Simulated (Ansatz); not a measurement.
# Work function and dipole per adsorbate for Li, S, Br and Cl on Ag(100) at 0.25 and 1 ML: PBE slab calculations

A full layer of lithium on Ag(100) holds four times as many atoms as a quarter layer, yet it lowers the computed work function less. That matters for a photocathode, where more lithium might be expected to help.

Our brief is a silver photocathode that emits under violet light of 3.0 eV photon energy. The covered face must therefore have a work function below 3.0 eV, with no more than one adsorbed atom per surface atom. We calculate the work function of Ag(100) carrying Li, S, Br or Cl at two coverages, and take each change relative to the clean face at 4.24 eV. S, Br and Cl are included because they show what the opposite dipole does, and whether it weakens with crowding in the same way.

## Set-up

Ansatz 0.2.0, plane-wave Kohn-Sham DFT with its default PAW datasets at a cutoff of 420 eV, PBE. Slabs of 4 layers at the tabulated measured lattice constant with the lower two layers held; adsorbates on the upper face in cells of 1 to 4 surface atoms, started on the site named and relaxed with the upper layers until forces are under 0.02 eV/Å. k-spacing 0.18 Å⁻¹ (2π included), Fermi-Dirac smearing of 0.1 eV, 18 Å of vacuum, dipole correction. Spin-paired, no spin-orbit coupling.

Notes on method and selection:

- One starting site was run; real layers may sit elsewhere, sink into the surface or rebuild it.
- Changes under about 0.15 eV are within the error of slabs this thin.
- Runs in which an atom moved over 1.3 Å, mostly full layers of large atoms, are not listed; the work function can turn there.
- Neighbouring dipoles tend to depolarise each other as the coverage rises, unless heights or bonding change.
- Runs in which the search for lower states was switched off are not listed.
- Work functions and vacuum levels are read from the electrostatic potential (Hartree and local ionic parts), which a warning of a rough exchange-correlation potential in thin density does not concern.
- Error sizes named in these notes are rules of thumb and were not measured on these runs.
- The default PAW datasets of this version of Ansatz are the set soft_2.
- Runs that did not converge, have known faults or may not be shown are not listed, and runs on Ansatz's PAW sets soft_1 and soft_2 are kept to separate tables.

Columns:

- density (nm⁻²): adsorbates per area.
- height (Å): height of the adsorbed atom (the lowest atom of a molecule) over the highest substrate atom.
- coverage (ML): adsorbates per surface atom.
- ΔΦ (eV): work function of the covered face less that of the clean face.
- dipole (D): dipole per adsorbate from ΔΦ by the Helmholtz relation, positive end outwards.
- Φ covered (eV): work function of the covered face.

## Table of results

| member | system | density (nm⁻²) | height (Å) | coverage (ML) | ΔΦ (eV) | dipole (D) | Φ covered (eV) |
| --- | --- | --- | --- | --- | --- | --- | --- |
| clean | Li on Ag(100), hollow | 0.00 | – | 0.00 | 0.00 | – | 4.24 |
| 0.25 ML | Li on Ag(100), hollow | 2.99 | 1.77 | 0.25 | −1.55 | 1.380 | 2.69 |
| 1 ML | Li on Ag(100), hollow | 11.96 | 1.78 | 1.00 | −1.23 | 0.272 | 3.02 |
| clean | S on Ag(100), hollow | 0.00 | – | 0.00 | 0.00 | – | 4.24 |
| 0.25 ML | S on Ag(100), hollow | 2.99 | 1.42 | 0.25 | 0.90 | −0.797 | 5.14 |
| 1 ML | S on Ag(100), hollow | 11.96 | 1.90 | 1.00 | 1.69 | −0.375 | 5.93 |
| clean | Br on Ag(100), hollow | 0.00 | – | 0.00 | 0.00 | – | 4.24 |
| 0.25 ML | Br on Ag(100), hollow | 2.99 | 1.98 | 0.25 | 0.77 | −0.681 | 5.01 |
| 1 ML | Br on Ag(100), hollow | 11.96 | 2.52 | 1.00 | 1.07 | −0.239 | 5.32 |
| clean | Cl on Ag(100), hollow | 0.00 | – | 0.00 | 0.00 | – | 4.24 |
| 0.25 ML | Cl on Ag(100), hollow | 2.99 | 1.82 | 0.25 | 0.94 | −0.835 | 5.18 |
| 1 ML | Cl on Ag(100), hollow | 11.96 | 1.90 | 1.00 | 2.24 | −0.498 | 6.49 |

## Mechanism

Lithium gives electron charge to the silver and leaves its positive end outwards, which lowers the work function. S, Br and Cl draw charge outwards and raise it. In all four systems the dipole per adsorbate shrinks between 0.25 and 1 ML. The fraction that survives is

- Li: 0.272 / 1.380 = 0.20
- Br: 0.239 / 0.681 = 0.35
- S: 0.375 / 0.797 = 0.47
- Cl: 0.498 / 0.835 = 0.60

The Helmholtz relation, ΔΦ = −0.377 × μ × n with ΔΦ in eV, μ in D and n in nm⁻², restates the lithium puzzle in terms of dipoles. It does not explain it, since the dipoles were themselves derived from ΔΦ in this way. The density rises fourfold, so the total shift grows only if more than 0.25 of the dipole survives. Lithium falls below that mark, and its shift weakens from −1.55 to −1.23 eV. The other three stay above it. From 0.25 to 1 ML the work function rises on average, in eV per ML, by (2.24 − 0.94) / (1.00 − 0.25) = 1.73 for Cl, (1.69 − 0.90) / (1.00 − 0.25) = 1.05 for S and (1.07 − 0.77) / (1.00 − 0.25) = 0.40 for Br.

The main reason for the shrinkage is probably mutual depolarisation, though these runs do not separate it from changes in bonding. Each dipole sits in the field of its parallel neighbours, which pushes charge back against the original transfer. For point dipoles this field scales as μ × n^1.5, so at equal dipole it is 4^1.5 = 8 times stronger in the full layer. Lithium shows the effect most plainly, because its height changes by only 0.01 Å and a change of height cannot account for the loss. In the full layer the Li atoms are also close enough to share their outer electrons as a metallic sheet, which would leave less charge transferred per atom.

S moves outwards by 1.90 − 1.42 = 0.48 Å and Br by 2.52 − 1.98 = 0.54 Å. If the dipole is pictured as a charge times a height, this would enlarge it at fixed charge, so in that simple picture the charge displaced per atom falls by more than the dipole does.

## Exceptions

The full Cl layer stands out. Its work function of 6.49 eV is above that of any clean elemental metal, and Cl rises by only 1.90 − 1.82 = 0.08 Å on crowding, far less than Br. The imposed cell is the first thing to weigh: it holds the atoms 1 / √11.96 = 0.289 nm apart, well inside the usual contact distance of chloride ions. Cl and Br on Ag(100) are known to saturate near half a layer, so both full halogen layers are hand-built limits and not coatings to aim for. Stronger sideways bonding between Br atoms may explain their larger lift.

For the full S and Br layers the program did not confirm the reported energy levels, which could shift the Fermi level. The bare back faces of these two slabs nevertheless keep nearly the clean work function, which speaks against a large error.

## Checking against experiment

| member | quantity | measured | computed, Li on Ag(100), hollow | computed − measured | conditions | source |
| --- | --- | --- | --- | --- | --- | --- |
| clean | Φ covered (eV) | 4.36 | 4.24 | −0.12 | compiled values differ between sources by a tenth of an eV or more; compiled experimental value; Ag(100) single-crystal face | [1] |

Sources:

[1] "Anisotropic work function of elemental crystals" (2019, arXiv:1902.07811)

The only measured value here is for clean Ag(100): 4.36 eV, against 4.24 eV computed, a difference of −0.12 eV. All four systems share this clean reference, so it amounts to one comparison and not four. The covered faces are not compared here, and the measured value therefore tests neither the dipoles nor their change with coverage.

The difference is about as large as the disagreement between compiled sources, so we draw no conclusion about the sign of the error. Several causes could contribute. PBE often places metal work functions low, by roughly 0.1 to 0.3 eV, while a four-layer slab can err by about 0.15 eV in either direction. On the experimental side, steps on a real crystal usually lower the measured value, and adsorbed impurities can move it either way.

An error common to the clean and covered faces cancels in ΔΦ, but it remains in the absolute work function that decides whether the photocathode emits. For that reason we kept the 0.12 eV as a margin in both directions and did not apply it as a correction.

## Meeting the brief

The clean face, at 4.24 eV, fails the brief, and every face covered with S, Br or Cl lies higher still. Only the two lithium-covered faces come near the limit.

The longest wavelength that can release an electron is λ = hc / Φ, with hc = 1240 eV nm:

- Li, 0.25 ML: 1240 / 2.69 = 461 nm
- Li, 1 ML: 1240 / 3.02 = 411 nm
- light source: 1240 / 3.0 = 413 nm

The quarter layer leaves 3.0 − 2.69 = 0.31 eV of excess photon energy. The full layer misses the limit by 0.02 eV, which is too little to count as a resolved failure.

For dosing, the lithium mass per area is m = n × M / N_A, with n in cm⁻², M about 6.9 g/mol and N_A = 6.02 × 10²³ per mol. The quarter layer needs 3.0 × 10¹⁴ × 6.9 / (6.02 × 10²³) = 3.4 × 10⁻⁹ g/cm², or about 3.4 ng/cm². The full layer needs four times as much, about 14 ng/cm².

We carry two errors through. The clean face differs from the measured value by 0.12 eV, and the thin slab may add about 0.15 eV. If both act upwards, the quarter layer reaches 2.69 + 0.12 + 0.15 = 2.96 eV and still passes, though with almost no excess energy. If both act downwards, the full layer reaches 3.02 − 0.12 − 0.15 = 2.75 eV and would pass too.

Our pick is therefore Li at 0.25 ML, with Li at 1 ML as runner-up. The pick has the lower work function by 0.33 eV and uses a quarter of the lithium. It would fail the brief if its real work function lay more than 0.31 eV above the computed one. It would lose its place to the full layer if an effect raised it by more than 0.33 eV relative to that layer. A photocathode also needs adequate yield and lifetime, which these work functions do not supply.

## Conclusions

At the two coverages calculated, crowding weakens the dipole of all four adsorbates, but only for lithium does it also weaken the total shift. At 0.25 ML the S and Cl shifts differ by just 0.04 eV and should be treated as equal.

No omitted effect is likely to exceed the full spread of the table, 6.49 − 2.69 = 3.80 eV. Two could exceed the 0.33 eV between the lithium rows. Lithium alloys readily with silver, and atoms that sink into the surface lose outward dipole, which would raise the work function by perhaps several tenths of an eV. Reaction with residual water or oxygen could shift it by a similar amount or more, in a direction that depends on the compound formed.
